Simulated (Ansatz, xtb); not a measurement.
# Two isomers of CH2FGe−

Structure X: `[H]/[C-]=[GeH]\[F]`, a singlet. Structure Y: `[H]/[Ge-]=[CH]/F`, a singlet. Both are isolated ions in the gas phase, relaxed with PBE0-D3(BJ)/def2-SVPD.

X (Å):

```
atom    x (Å)    y (Å)    z (Å)
   C  -0.1470  -0.0390  -1.6708
   F  -0.2213  -0.6047   1.6597
  Ge  -0.6215  -0.7939  -0.1494
   H  -1.6289  -1.9552   0.0262
   H   0.5947   0.7792  -1.5458
```

Y (Å):

```xyz
5

C    -0.7210   -0.5544    0.0168
F    -2.0374   -0.7544    0.4536
Ge    0.1817    1.0368    0.2538
H    -0.3856   -1.4888   -0.4580
H     1.4818    0.4184   -0.4786
```

Energies in hartree; the thermal terms are from PBE0-D3(BJ)/def2-SVPD harmonic frequencies (ideal gas, rigid rotor, one conformer each, 298.15 K, 1 atm) and include the zero-point energy:

```
                                  X            Y
E, CCSD(T)/def2-TZVPPD  −2214.550088  −2214.553416
     zero-point energy      0.020596      0.022809
          H(298 K) − E      0.026122      0.027677
          G(298 K) − E     −0.006831     −0.004171
```

Work out ΔE, ΔE₀, ΔH and ΔG for X → Y in kcal/mol (1 Eh = 627.51 kcal/mol) and the equilibrium ratio [Y]/[X].

1. ΔE = −2214.553416 − (−2214.550088) = −0.003328 Eh = −2.09 kcal/mol.
2. ΔE₀ = ΔE + ΔZPE = −0.003328 + (+0.002213) Eh = −0.70 kcal/mol.
3. ΔH = ΔE + (+0.001555) Eh = −1.11 kcal/mol.
4. ΔG = ΔE + (+0.002660) Eh = −0.42 kcal/mol, so ΔS = (ΔH − ΔG)/T = −9.7 J/(mol K).
5. kT = 0.9442 mEh, so K = [Y]/[X] = exp(−ΔG/kT) = exp(+0.71) ≈ 2.

The two are too close for this level to say which is favoured. An error of 1 kcal/mol in ΔG would change K by a factor of 5.4. MP2/def2-TZVPPD gave ΔE the other sign. Mirror images and further conformers aren't counted.

As drawn, Y has 1 C–F in place of 1 F–Ge.

Other levels gave ΔE = −8.9 (GFN2-xTB); −70.0 (HF/STO-3G, GFN2-xTB geometries); −10.2 (r2SCAN-D4/def2-SVPD, GFN2-xTB geometries); −9.0 (PBE0-D3(BJ)/def2-SVPD); −9.8 (HF/def2-TZVPPD); +1.3 (MP2/def2-TZVPPD) kcal/mol. The correlated steps freeze 11 core orbitals; the filled d shell of Ge is correlated, in a basis made for valence electrons. Programs: Ansatz 0.2.0, xtb 6.7.1.

The isomerisation keeps one C–H and one Ge–H bond and moves fluorine from germanium to carbon, while the formal anionic lone pair moves the opposite way. The near-balance probably reflects competing preferences: X has a strong, highly polar Ge–F bond but a carbanion-like centre, whereas Y has a strong C–F bond and can hold its lone pair in an s-rich orbital on germanium.

Electron correlation largely removes the preference for Y found at Hartree–Fock level: in the same basis, ΔE goes from −9.8 to −2.09 kcal/mol with CCSD(T), while MP2 overshoots to +1.3. The −70.0 from HF/STO-3G says little about the bonding, since a minimal basis describes neither a diffuse anion nor polar bonds evenly. Vibrations narrow the gap further, as Y has the higher zero-point energy and lower entropy, consistent with a stiffer C–F bond. Without a barrier for fluorine migration, the calculation doesn't show whether the two ions would interconvert at all.
